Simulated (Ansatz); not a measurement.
**P: energy along a strain**

P, Imma, a = 3.383 Å, b = 5.030 Å, c = 3.718 Å (as given, not relaxed at this level: -4.5 GPa, forces to 0.41 eV/Å). This isn't the element's structure at ambient conditions. Ansatz: PBEsol+D3(BJ), PAW, 420 eV, Γ-centred 18×18×18 mesh on 2 atoms, Gaussian smearing 0.15 eV; no spin polarisation. Cell vectors (Å): -1.692 2.515 1.859; 1.692 -2.515 1.859; 1.692 2.515 -1.859. The cell is strained by x per cent times the pattern (0 0 1 0 0 0) in the order xx yy zz yz xz xy (engineering shears), with fractional coordinates held. y is the free energy over the start, V0 = 15.817 Å³/atom.

```tsv
x (%)	y (meV/atom)
-2.00	-5.34
-1.50	-4.68
-1.00	-3.56
-0.50	-1.99
0.00	0.00
0.50	2.40
1.00	5.19
1.50	8.35
1.75	?
2.00	11.88
```

Problem. Fit y = c1 x + c2 x² + c3 x³ to the other rows, get the stiffness along the pattern, and predict the missing energy.

Solution. Least squares on the rows shown. y = 4.396 x + 0.8169 x² − 0.02283 x³. The clamped-ion stiffness p·C·p = 2 × 8.169 eV × 160.2 / 15.817 Å³ = 165 GPa, which is C33 in these axes (second derivative at the start, which stands under stress). At x = 1.75 the fit asked for gives 10.07 meV/atom. The run gave 10.07 meV/atom, the same to the digits shown.

Cost: 10 runs of about 6.1 core-minutes in all, on Intel Xeon Processor @ 2.50GHz (Skylake/Cascade Lake) (shared hosts).

The energy falls throughout the compressive branch and rises throughout the tensile one, so the starting cell is too long along c for this level of theory. This agrees with the negative pressure, and the minimum along this path lies beyond the sampled compression. The linear term therefore reflects residual stress, while the stiffness of 165 GPa comes from the curvature. The negative cubic coefficient means that the lattice stiffens when shortened and softens when stretched, the usual anharmonicity of a bonded solid: short-range repulsion between overlapping electron shells grows steeply on compression, whereas the attractive part of the bonding weakens more gradually on extension.

Because this axial strain keeps the orthorhombic symmetry, it can couple to the internal coordinate on which the residual forces act. Letting the atoms respond would probably lower the stiffness by sharing the deformation between bond stretching and bond bending. The match at the omitted point confirms a smooth interpolation, not the accuracy of the functional, and positive curvature along one strain doesn't establish mechanical stability.
